## Scalar relaxation of the first and second kind

The isotropic coupling $2\pi J\,\mathbf I\cdot\mathbf S$ is unchanged by molecular tumbling, so rotation alone cannot make it a relaxation mechanism. It relaxes spin $I$ when the field $2\pi J\,\mathbf S$ fluctuates for another reason. Chemical exchange may replace the partner $S$ (first kind), or $S$ may change its state by its own fast relaxation (second kind). The names are those of Abragam (1961). Both cases follow from one calculation and differ only in the correlation times.

### Premises and conventions

Hamiltonians are in rad s$^{-1}$, $J$ in Hz, and $A=2\pi J$. Larmor frequencies carry a sign, $\omega=-\gamma B_0$, and $\Delta=\omega_I-\omega_S$. The spin Hamiltonian is

$$H=\omega_I I_z+\omega_S S_z+V,\qquad V=A\left[I_zS_z+\tfrac12\left(I_+S_-+I_-S_+\right)\right].\tag{1}$$

The premises are these.

1. High temperature: $\hbar|\omega|\ll k_BT$ for both spins.
2. Spin $S$ and the molecular motions together form a stationary bath $B$ in thermal equilibrium, whose dynamics are computed with $A=0$.
3. The longitudinal and transverse components of the coupled $S$ spin lose memory exponentially, with times $\tau_1$ and $\tau_2$.
4. The coupling acts weakly within a memory time, $|A|\sqrt{s}\,\tau_{1,2}\ll1$, where $s=S(S+1)/3$.

### Master equation for spin I

In the interaction picture defined by $\omega_II_z$ and the bath Hamiltonian, $I_\pm\to I_\pm e^{\pm i\omega_It}$, because $[I_z,I_\pm]=\pm I_\pm$, and the $S$ operators become bath operators $S_a(t)$:

$$V(t)=A\left[I_zS_z(t)+\tfrac12I_+e^{i\omega_It}S_-(t)+\tfrac12I_-e^{-i\omega_It}S_+(t)\right]=A\sum_aF_a(t)B_a(t).\tag{2}$$

Here $F_a$ acts on $I$ and $B_a$ on the bath. Integrating $\dot\sigma=-i[V,\sigma]$ once and inserting the result into itself gives, exactly,

$$\dot\sigma(t)=-i[V(t),\sigma(0)]-\int_0^t d\tau\,[V(t),[V(t-\tau),\sigma(t-\tau)]].$$

Take $\sigma(0)=\rho(0)\otimes\rho_B$ and trace over the bath. The first term leaves $A\langle S_z\rangle I_z$, a static shift of magnitude $|J|\,s\,\hbar|\omega_S|/k_BT$ in Hz, which is dropped by premise 1. In the second term the integrand dies within $\tau_{1,2}$. By premise 4 the state of $I$ changes little in that time, so to second order in $A$ one may set $\sigma(t-\tau)\to\rho(t)\otimes\rho_B$ and, for $t\gg\tau_{1,2}$, extend the upper limit to infinity. The trace produces the two orderings $\langle B_a(t)B_b(t-\tau)\rangle$ and $\langle B_b(t-\tau)B_a(t)\rangle$. Their Fourier transforms at the frequency $\omega_I$ differ by a Boltzmann factor of $\hbar\omega_I/k_BT$. To lowest order in this small quantity the two are equal in the rates, and their difference serves only to make $\rho$ relax to the thermal state $\rho_{\rm eq}$ of spin $I$. With $G_{ab}(\tau)=\langle B_a(\tau)B_b(0)\rangle$ and the cyclic identity ${\rm Tr}\,O[X,[Y,\rho]]={\rm Tr}\,[[O,X],Y]\rho$, any operator $O$ of spin $I$ obeys

$$\frac{d\langle O\rangle}{dt}=-A^2\sum_{ab}\int_0^\infty d\tau\,G_{ab}(\tau)\,{\rm Tr}\left\{[[O,F_a(t)],F_b(t-\tau)]\,(\rho-\rho_{\rm eq})\right\}.\tag{3}$$

### Correlation functions of the bath

At high temperature the $2S+1$ levels are equally populated, so $\langle S_x^2\rangle=\langle S_y^2\rangle=\langle S_z^2\rangle=s$, and $\langle S_\pm S_\mp\rangle=\langle S_x^2+S_y^2\pm S_z\rangle=2s$. An isotropic liquid in a field is symmetric under rotation about $z$, and under such a rotation $S_\pm$ gain phases $e^{\pm i\phi}$. Only the pairs $zz$, $+-$ and $-+$ are invariant, and all other $G_{ab}$ vanish. Premise 3 then reads

$$G_{zz}=s\,e^{-\tau/\tau_1},\qquad G_{\pm\mp}=2s\,e^{\pm i\omega_S\tau}e^{-\tau/\tau_2}.\tag{4}$$

**Second kind.** The partner is permanent. A correlation function $\langle S_a(\tau)S_b(0)\rangle$ at high temperature is proportional to the decay of $\langle S_a\rangle$ after a small perturbation of the density operator along $S_b$ (linear response). If $S$ obeys Bloch equations, these decays are governed by $T_{1S}$ and $T_{2S}$, so $\tau_1=T_{1S}$ and $\tau_2=T_{2S}$.

**First kind.** Spin $I$ is always bound to one member of a large pool of spins $S_k$, and the partner is replaced at random times with rate $1/\tau_e$. The bath operator is $\sum_kn_k(t)\mathbf S_k(t)$, where $n_k=1$ while $k$ is bound and 0 otherwise. Different spins of the pool are uncorrelated, so only terms with equal $k$ survive. The sum $\sum_k\langle n_k(\tau)n_k(0)\rangle$ is the probability that the partner at time 0 is the partner at time $\tau$. Return of a departed spin is negligible in a large pool, so this is the Poisson survival probability $e^{-\tau/\tau_e}$. If exchange events are independent of the relaxation of the bound spin, the two decays multiply:

$$\frac1{\tau_1}=\frac1{\tau_e}+\frac1{T_{1S}},\qquad\frac1{\tau_2}=\frac1{\tau_e}+\frac1{T_{2S}}.\tag{5}$$

The first kind is the limit $\tau_e\ll T_{1S},T_{2S}$, where $\tau_1=\tau_2=\tau_e$. The second kind is the opposite limit.

### Longitudinal and transverse rates

For $O=I_z$ the $zz$ term vanishes because $I_z$ commutes with itself. The two flip-flop terms need

$$[[I_z,I_+],I_-]=[I_+,I_-]=2I_z,\qquad[[I_z,I_-],I_+]=-[I_-,I_+]=2I_z .$$

In the first, $F_a(t)=\tfrac12I_+e^{i\omega_It}$ and $F_b(t-\tau)=\tfrac12I_-e^{-i\omega_I(t-\tau)}$ supply $\tfrac14e^{i\omega_I\tau}$, and the bath supplies $G_{-+}=2s\,e^{-i\omega_S\tau-\tau/\tau_2}$. The phases combine to $e^{i\Delta\tau}$, and the second term is the complex conjugate. The time $t$ has cancelled, so no secular approximation is needed. Hence $d\langle I_z\rangle/dt=-(\langle I_z\rangle-I_0)/T_{1I}$ with

$$\frac1{T_{1I}}=\frac{A^2}{4}\cdot2\cdot2s\cdot2\int_0^\infty e^{-\tau/\tau_2}\cos\Delta\tau\,d\tau=2A^2s\,\frac{\tau_2}{1+\Delta^2\tau_2^2}.$$

For $O=I_+$ the $zz$ term has $[[I_+,I_z],I_z]=I_+$ and contributes $A^2s\tau_1$. Of the flip-flop terms, the one with $F_a\propto I_+$ vanishes. The other has $[[I_+,I_-],I_+]=2[I_z,I_+]=2I_+$, the factor $\tfrac14e^{-i\omega_I\tau}$ and $G_{+-}$, and contributes

$$\frac{A^2}4\cdot2\cdot2s\int_0^\infty e^{-i\Delta\tau-\tau/\tau_2}d\tau=\frac{A^2s\,\tau_2}{1+i\Delta\tau_2}=A^2s\,\frac{\tau_2-i\Delta\tau_2^2}{1+\Delta^2\tau_2^2}.$$

The real part is a decay rate. Since $\langle I_+\rangle\propto e^{i\omega_It}$ in the laboratory frame, the imaginary part moves the resonance to $\omega_I+\delta$ with $\delta=A^2s\Delta\tau_2^2/(1+\Delta^2\tau_2^2)$, which tends to the second-order level shift $A^2s/\Delta$ for $|\Delta|\tau_2\gg1$. Restoring $A=2\pi J$ and $s=S(S+1)/3$,

$$\frac1{T_{1I}}=\frac{8\pi^2J^2}{3}S(S+1)\,\frac{\tau_2}{1+(\omega_I-\omega_S)^2\tau_2^2},\tag{6}$$

$$\frac1{T_{2I}}=\frac{4\pi^2J^2}{3}S(S+1)\left[\tau_1+\frac{\tau_2}{1+(\omega_I-\omega_S)^2\tau_2^2}\right].\tag{7}$$

Only commutation rules were used, so the results hold for any $I$. They have the form $1/T_{2I}=A^2s\tau_1+1/(2T_{1I})$. The first term is dephasing by a fluctuating $z$ field of mean square $A^2s$ and is independent of $B_0$ when $\tau_1$ is. The second is lifetime broadening. The flip-flop requires the broadened $S$ resonance to have intensity at $\omega_I$. As a function of $\tau_2$, Eq. (6) is largest at $|\Delta|\tau_2=1$, so

$$\frac1{T_{1I}}\le\frac{A^2s}{|\Delta|}.\tag{8}$$

The frequencies in $\Delta$ are signed: for magnetogyric ratios of opposite sign $|\Delta|=|\omega_I|+|\omega_S|$. When several $S$ spins are bound to $I$ and their cross-correlation functions vanish, the rates add.

### Cross-relaxation in the first kind

If the pool relaxes slowly its polarisation need not be thermal. Treat the pair as the system and $n_k(t)$ as the random function, with correlation function $e^{-\tau/\tau_e}$. Equation (3) then holds with pair operators. Let $P=I_+S_-$, which evolves as $e^{i\Delta t}$, and put $a=\mathbf I^2-I_z^2$, $b=\mathbf S^2-S_z^2$, so that $I_\pm I_\mp=a\pm I_z$ and $S_\pm S_\mp=b\pm S_z$. Then

$$[[I_z,P],P^\dagger]=[[I_z,P^\dagger],P]=(a+I_z)(b-S_z)-(a-I_z)(b+S_z)=2(bI_z-aS_z).$$

A fresh partner is uncorrelated with $I$, so averages factorise, and to first order in the polarisations $\langle a\rangle=\tfrac23I(I+1)$ and $\langle b\rangle=\tfrac23S(S+1)$. The remaining factors are $A^2/4$ and $2\tau_e/(1+\Delta^2\tau_e^2)$, which gives

$$\frac{d\langle I_z\rangle}{dt}=-\frac1{T_{1I}}\left[\langle I_z\rangle-I_0-\frac{I(I+1)}{S(S+1)}\left(\langle S_z\rangle-S_0\right)\right],\tag{9}$$

with $1/T_{1I}$ from Eq. (6) at $\tau_2=\tau_e$ and $\langle S_z\rangle$ the mean per spin of the pool. Since $I_0\propto\gamma_II(I+1)$ and $S_0\propto\gamma_SS(S+1)$, saturation of $S$ drives $\langle I_z\rangle/I_0$ to $1-\gamma_S/\gamma_I$ if the scalar mechanism acts alone. In the second kind a disturbed $\langle S_z\rangle$ returns to $S_0$ within $T_{1S}\ll T_{1I}$, and the recovery of $\langle I_z\rangle$ is a single exponential.

### Spin locking

An on-resonance field of nutation frequency $\omega_1$ along $x$ turns $I_z$ into $\mathbf n(t)\cdot\mathbf I$, with a unit vector $\mathbf n$ rotating in the $yz$ plane at $\omega_1$. For $\mathbf n,\mathbf n'\perp x$ one has $[[I_x,\mathbf n\cdot\mathbf I],\mathbf n'\cdot\mathbf I]=(\mathbf n\cdot\mathbf n')I_x$, and $\mathbf n(t)\cdot\mathbf n(t-\tau)=\cos\omega_1\tau$. The flip-flop part is sampled at $\Delta\pm\omega_1$ and is unchanged for $\omega_1\ll|\Delta|$. Therefore

$$\frac1{T_{1\rho}}=A^2s\,\frac{\tau_1}{1+\omega_1^2\tau_1^2}+\frac1{2T_{1I}}.\tag{10}$$

The height and the half-point of this dispersion give $J^2$ and $\tau_1$ separately.

### Relaxation of a spin-3/2 partner

Both chlorine isotopes have $S=3/2$, so $s=5/4$. For an axial field gradient along the unit vector $\mathbf u(\theta,\phi)$, with $C_Q=e^2qQ/h$,

$$H_Q=\omega_Q\left[3(\mathbf u\cdot\mathbf S)^2-\mathbf S^2\right],\qquad\omega_Q=\frac{2\pi C_Q}{4S(2S-1)}=\frac{2\pi C_Q}{12}.$$

With $\langle\frac32|S_+|\frac12\rangle=\sqrt3$ and $\langle\frac12|S_+|{-\frac12}\rangle=2$, the moduli of the matrix elements are $3\sqrt3\,\omega_Q|\sin\theta\cos\theta|$ for $\pm\frac32\leftrightarrow\pm\frac12$, $\tfrac32\sqrt3\,\omega_Q\sin^2\theta$ for $\pm\frac32\leftrightarrow\mp\frac12$, and zero for $\frac12\leftrightarrow-\frac12$, because the $\Delta m=1$ element is proportional to $m+m'$. The spherical averages $\langle\sin^2\theta\cos^2\theta\rangle=2/15$ and $\langle\sin^4\theta\rangle=8/15$ give the same mean square $\tfrac{18}5\omega_Q^2$ for both kinds. Both angular functions are rank-2 harmonics, taken to decay with one correlation time $\tau_c$ in isotropic tumbling. The golden-rule rates are

$$w_q=\tfrac{18}5\,\omega_Q^2\,\frac{2\tau_c}{1+q^2\omega_S^2\tau_c^2},\qquad q=|\Delta m|=1,2 .$$

Population deviations odd in $m$ have amplitudes $(x,y)$ on $m=(\frac32,\frac12)$ and obey $\dot x=-w_1(x-y)-w_2(x+y)$, $\dot y=w_1(x-y)-w_2(x+y)$. The modes $(1,1)$ and $(1,-1)$ decay at $2w_2$ and $2w_1$. As $(\frac32,\frac12)=(1,1)+\frac12(1,-1)$, their weights in $G_{zz}$ are as $1:\frac14$, that is $\frac45$ and $\frac15$. In extreme narrowing, $|\omega_S|\tau_c\ll1$, $w_1=w_2=w$ and the decay is a single exponential. The relaxation no longer singles out the field axis, so the transverse time is the same:

$$\frac1{T_{1S}}=\frac1{T_{2S}}=2w=\frac1{10}(2\pi C_Q)^2\tau_c .\tag{11}$$

Premise 3 is thus met. Quadrupolar terms of one chlorine commute with the spin operators of another, so $S_z$ of one nucleus does not relax into that of its neighbour, and the rates from several chlorines add. The $\tau_1$ term of Eq. (7) becomes

$$A^2s\,T_{1S}=5\pi^2J^2T_{1S}=\frac{25}{2}\,\frac{J^2}{C_Q^2\tau_c}.\tag{12}$$

Slower tumbling narrows the line of $I$. Because $J\propto\gamma_S$ and $C_Q\propto Q$, isotopes of equal spin contribute in the ratio of $(\gamma_S/Q)^2$, apart from small vibrational and inertial effects.

### Test of the weak-coupling premise

Without the flip-flop term the problem is solvable for any $A$ with $|A|\tau_c\ll1$. Let $M_m$ be the part of $\langle I_+\rangle$ that belongs to the state $m$ of $S$. In the frame rotating at $\omega_I$ it precesses at $Am$ and is carried between states at the rates of the populations: $\dot{\mathbf M}=(W+iA\,{\rm diag}\,m)\mathbf M$. Measure the eigenvalue $\lambda$ in units of $1/T_{1S}$, and put $\epsilon=AT_{1S}$ and $x=\lambda+1$. In extreme narrowing $W=-1$ on both odd combinations, while on the even combinations of $\pm\frac32$ and of $\pm\frac12$ it is the matrix with diagonal $-1$ and off-diagonal $+1$. The operator $m$ connects each even combination to its odd partner with elements $\frac32$ and $\frac12$. Eliminating the odd amplitudes leaves

$$\left(x+\frac{9\epsilon^2}{4x}\right)\left(x+\frac{\epsilon^2}{4x}\right)=1 .$$

This is a quadratic equation in $x^2$ with discriminant $(1-\epsilon^2)(1-4\epsilon^2)$. Its root nearest $x=1$ gives the slow decay

$$-\lambda=1-\tfrac12\sqrt{1-\epsilon^2}-\tfrac12\sqrt{1-4\epsilon^2}=\tfrac54\epsilon^2\left(1+\tfrac{17}{20}\epsilon^2+\dots\right).\tag{13}$$

The leading term is $A^2sT_{1S}$, as in Eq. (7). The relative correction is $\frac{17}{20}\epsilon^2$, and at $|\epsilon|=\frac12$ the root turns complex, which starts the passage to a resolved quartet.

### Range of validity

1. *Weak coupling.* Equation (7) needs $2\pi|J|\sqrt s\,\tau_1\ll1$, equivalently $\tau_1\ll T_{2I}$; for $S$ of order one this is $2\pi|J|\tau_1\ll1$. The same condition makes the splitting of the $S$ line by $I$ small against its width, which justifies premise 2. With several partners the total rate must satisfy $\tau_1\ll T_{2I}$.
2. *Exponential memory.* For $S>\frac12$ outside extreme narrowing $G_{zz}$ and $G_{\pm\mp}$ are sums of exponentials, and each term of Eqs. (6) and (7) becomes a weighted sum. For $S=\frac32$, $\tau_1\to\frac15(2w_1)^{-1}+\frac45(2w_2)^{-1}$.
3. *Lorentzian wing.* For $|\Delta|T_{2S}\gg1$ the flip-flop term probes the $S$ line far from its centre, at times of order $1/|\Delta|$. The Bloch description of $S$ holds only for times longer than $\tau_c$, so Eq. (6) of the second kind also needs $|\Delta|\tau_c\ll1$.
4. *Simple exchange.* Equation (5) assumes Poisson statistics, a large pool and equal $J$ and chemical shift of $I$ before and after exchange. If $I$ is bound for a fraction $f$ of the time the scalar rates are multiplied by $f$, and any shift difference adds its own broadening.
5. *No irradiation of $S$.* A field with $|\gamma_S|B_2T_{1S}\gtrsim1$ modulates $G_{zz}$ and removes the $\tau_1$ term.
6. *Other mechanisms* (dipolar, shielding anisotropy, anisotropic $J$, spin–rotation) add to Eqs. (6) and (7) and must be estimated separately.

### Illustration: $^{29}$Si in liquid SiCl$_4$

The molecule is a spherical top and each chlorine lies on a threefold axis, so one $\tau_c$ and an axial gradient are appropriate. The inputs are approximate or assumed: $B_0=9.4$ T, $T=298$ K; $\gamma=-5.319$, $+2.624$ and $+2.184\times10^7$ rad s$^{-1}$ T$^{-1}$ for $^{29}$Si, $^{35}$Cl and $^{37}$Cl; $Q_{35}/Q_{37}=1.269$; abundances 0.758 and 0.242; a typical $C_Q(^{35}{\rm Cl})=40$ MHz; an assumed $\tau_c=2.0$ ps; and an assumed $|^1J(^{29}{\rm Si},^{35}{\rm Cl})|=40$ Hz. The $^{29}$Si frequency is 79.6 MHz. Three figures are kept so that the isotopes can be compared; the absolute values are no better than the assumed inputs.

| per Si–Cl bond | $^{35}$Cl | $^{37}$Cl |
|---|---|---|
| $\lvert\omega_S\rvert/2\pi$ (MHz) | 39.3 | 32.7 |
| $\Delta/2\pi$ (MHz) | 118.8 | 112.2 |
| $\lvert J\rvert$ (Hz) | 40 | 33.3 |
| $C_Q$ (MHz) | 40 | 31.5 |
| $T_{1S}=T_{2S}$ (μs) | 79.2 | 127 |
| Cl line width $1/\pi T_{2S}$ (kHz) | 4.02 | 2.50 |
| $\Delta\,T_{2S}$ | $5.91\times10^4$ | $8.99\times10^4$ |
| $\epsilon=2\pi\lvert J\rvert T_{1S}$ | 0.0199 | 0.0267 |
| $1/T_{2I}$ (s$^{-1}$) | 6.25 | 6.97 |
| $1/T_{1I}$ (s$^{-1}$) | $3.6\times10^{-9}$ | $1.7\times10^{-9}$ |

The conditions hold with room to spare. One finds $\hbar\omega_I/k_BT=1.3\times10^{-5}$, and for $^{35}$Cl $|\omega_S|\tau_c=4.9\times10^{-4}$, $\Delta\tau_c=1.5\times10^{-3}$, a polarisation shift of $3.2\times10^{-4}$ Hz and $\delta=1.06\times10^{-4}$ rad s$^{-1}$. The correction in Eq. (13) is $3.4\times10^{-4}$ for $^{35}$Cl and $6.0\times10^{-4}$ for $^{37}$Cl, and for four $^{35}$Cl partners $\tau_1/T_{2I}=2.0\times10^{-3}$.

The heavier isotope broadens more although its coupling is smaller: $J^2$ falls by the factor 0.693, $T_{1S}$ rises by 1.61, and the product is 1.12. The negative $\gamma$ of $^{29}$Si makes $\Delta$ the sum of the two frequencies; the difference of the magnitudes would give a $1/T_{1I}$ too large by 8.7 for $^{35}$Cl.

The scalar $1/T_{1I}$ is of no consequence. The Si–$^{35}$Cl dipolar coupling at an approximate bond length of 2.02 Å is $b_{IS}=(\mu_0/4\pi)|\gamma_I\gamma_S|\hbar/r^3=1.79\times10^3$ rad s$^{-1}$, and the standard extreme-narrowing rate $\frac43S(S+1)b_{IS}^2\tau_c$ is $3.2\times10^{-5}$ s$^{-1}$ per bond, four orders of magnitude above the scalar value. Spin–rotation, which typically gives $^{29}$Si in small silanes a $T_1$ of tens of seconds, is larger still. These same mechanisms contribute about equally to $1/T_1$ and $1/T_2$, and so are negligible against the scalar $1/T_{2I}$.

Adding four bonds for Si$^{35}$Cl$_{4-n}{}^{37}$Cl$_n$ with binomial weights gives

| $n$ | 0 | 1 | 2 | 3 | 4 |
|---|---|---|---|---|---|
| weight | 0.330 | 0.422 | 0.202 | 0.043 | 0.003 |
| $1/T_{2I}$ (s$^{-1}$) | 25.0 | 25.7 | 26.4 | 27.2 | 27.9 |
| width $1/\pi T_{2I}$ (Hz) | 7.96 | 8.19 | 8.42 | 8.65 | 8.88 |

The weighted mean rate is 25.7 s$^{-1}$, corresponding to 39 ms and 8.2 Hz. Two neglected effects rival the spread along this table. If $\tau_c$ scales as the square root of the moment of inertia, it grows by 2.8 per cent from $n=0$ to $n=4$ and removes about a quarter of the trend. A chlorine isotope shift of the typical order of 0.01 ppm per substitution displaces neighbouring isotopologues by 0.8 Hz. By Eq. (10) a spin lock halves the two contributions at $\omega_1/2\pi=2.01$ and 1.25 kHz.

To see the first kind, suppose a hypothetical degenerate exchange that limits each Si–Cl bond to $\tau_e=10$ μs. Equation (5) gives $\tau_1=8.88$ and 9.27 μs, and Eq. (7) gives 0.701 and 0.507 s$^{-1}$ per bond. The isotope ratio is now 0.72, close to the ratio of $J^2$. Since $\tau_e\ll T_{2I}$, each site samples both isotopes, and one line results with the abundance-weighted rate 2.62 s$^{-1}$, or 0.83 Hz. The rate $1/T_{1I}$ rises to $3.2\times10^{-8}$ s$^{-1}$ per $^{35}$Cl. At this field no lifetime can lift it above the bound (8), $1.06\times10^{-4}$ s$^{-1}$, reached at $\tau_2=1.34$ ns.

These numbers are the model's and not those of silicon tetrachloride. The value of $\tau_c$ was chosen to give a $^{35}$Cl line a few kilohertz wide, as is typical of the liquid, and $J$ was chosen within the few tens of hertz typical of a Si–Cl bond, so neither width tests the theory. The $^{29}$Si width goes as $J^2$: couplings of 30 and 50 Hz move the model's 8.2 Hz to 4.6 and 12.8 Hz.